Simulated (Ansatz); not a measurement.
# A series in volume per atom on Hf

All results are calculated (Ansatz 0.2.0). Periodic Kohn-Sham DFT of a crystal at fixed atoms; pressure and stress are positive in compression; the energy is the free energy less that of spherical unpolarised free atoms; site moments are those in the method's own spheres, positive along +z.

Cell of the first row (space group Im-3m, No. 229):
```
Hf
1.0
     -1.7682     1.7682     1.7682
      1.7682    -1.7682     1.7682
      1.7682     1.7682    -1.7682
Hf
1
Direct
  0.00000 0.00000 0.00000
```

Settings of every row: method frozen-core PAW; functional PBEsol; relativity scalar; k mesh 16x16x16; filling fermi-dirac; smearing width 0.08 eV; wave cutoff 420 eV; paw set soft_2.

Atom start moment: 0 on all atoms.

Limits: PAW files made with PBE; no spin-orbit coupling on heavy atoms.

| row | volume per atom (Å³) | pressure (GPa) |
| --- | --- | --- |
| 1 | 22.112 | -3.748 |
| 2 | 22.582 | -5.632 |
| 3 | 23.052 | -7.346 |
| 4 | 23.288 | -8.144 |
| 5 | 23.523 | -8.905 |
| 6 | 23.758 | -9.632 |
| 7 | 23.993 | -10.326 |
| 8 | 24.464 | ? |
| 9 | 24.934 | -12.797 |

Question: what pressure should row 8 give?

Worked fit of pressure. Take u = (V_r/V)^(2/3) − 1 with V_r = 23.405 Å³ an atom, which is twice the finite (Eulerian) strain; such expansions in the strain, on which the Birch-Murnaghan equation of state is built, carry the rest volume and the bulk modulus. The shown rows have u = 0.03861, 0.02415, 0.01018, 0.00335, -0.00335, -0.00993, -0.01641, -0.04131. Least squares give pressure = −8.5285 + 113.645 × u + 256.7 × u² + 170 × u³ GPa; a parabola predicts inner rows, each left out in turn, worse (root mean square 0.0029 against 0.0014 GPa). The rows lie off it by 0.000, 0.000, -0.001, 0.001, 0.001, 0.000, -0.001, 0.000. The withheld row has u = -0.02907, so the fit gives −8.5285 + 113.645 × (-0.02907) + 256.7 × (-0.02907)² + 170 × (-0.02907)³ = -11.619 GPa.

The calculation gave -11.619 GPa. The fit meets it to the printed digit.
